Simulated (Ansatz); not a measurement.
Zr: free energy error per atom against smearing width

All results are calculated (Ansatz 0.2.0). Plane-wave density functional theory, scalar-relativistic PAW datasets made under PBE, Gamma-centred meshes; one setting moves on a fixed relaxed cell, energies count from the zero-width extrapolation of the reference run, pressure is Pulay-corrected at fixed cutoff and positive in compression.

Structure of every row (space group P6_3/mmc, No. 194):
```
cell vectors (Å)
   3.2319     0.0000     0.0000
  -1.6159     2.7989     0.0000
   0.0000     0.0000     5.1741
atoms (fractions of the cell vectors)
Zr  0.33333  0.66667  0.25000
Zr  0.66667  0.33333  0.75000
```

Settings of every row: spin polarised no; functional PBE; wave cutoff 420 eV; k mesh 11x11x6; smearing method gaussian; reference k mesh 11x11x6; reference smearing width 0.1 eV; reference wave cutoff 420 eV; reference smearing method fermi_dirac; swept setting smearing; valence electrons per atom 12.

Atom starting moment: 0 on all atoms.

Limits: settings are moved on purpose, so some rows are far from converged.

```csv
row,smearing width (eV),free energy error per atom (meV),zero smearing energy error per atom (meV),pressure (GPa)
1,0.01,-1.52,-1.5,-0.08
2,0.03,-1.64,-1.51,-0.11
3,0.1,?,?,?
4,0.2,-10.58,-0.37,-0.05
5,0.3,-23.62,0.26,0.04
```

Question: what free energy error per atom should row 3 give?

Worked fit of free energy error per atom. Smearing changes a smooth quantity, to lowest order, with the square of the width, so take w² in eV². The shown rows have w² = 0.0001, 0.0009, 0.04, 0.09. Their means are 0.03275 and -9.34 meV; the sums about the means are S_tt = 0.005411 and S_ty = -1.327, whose ratio is the slope. Least squares give free energy error per atom = −1.307 − 245.28 × w² meV. The rows lie off it by -0.19, -0.11, 0.54, -0.24 (root mean square 0.32 meV). The constant, -1.307 meV, estimates the value at zero width. The withheld row has w² = 0.01, so the fit gives −1.307 − 245.28 × (0.01) = -3.76 meV.

The calculation gave -3.32 meV. The fit lies 0.44 meV (13 % of the value, 2 % of the column's range) below it; its largest miss of a shown row is 0.54 meV.

The other values of row 3: zero smearing energy error per atom -1.18 meV; pressure -0.12 GPa.
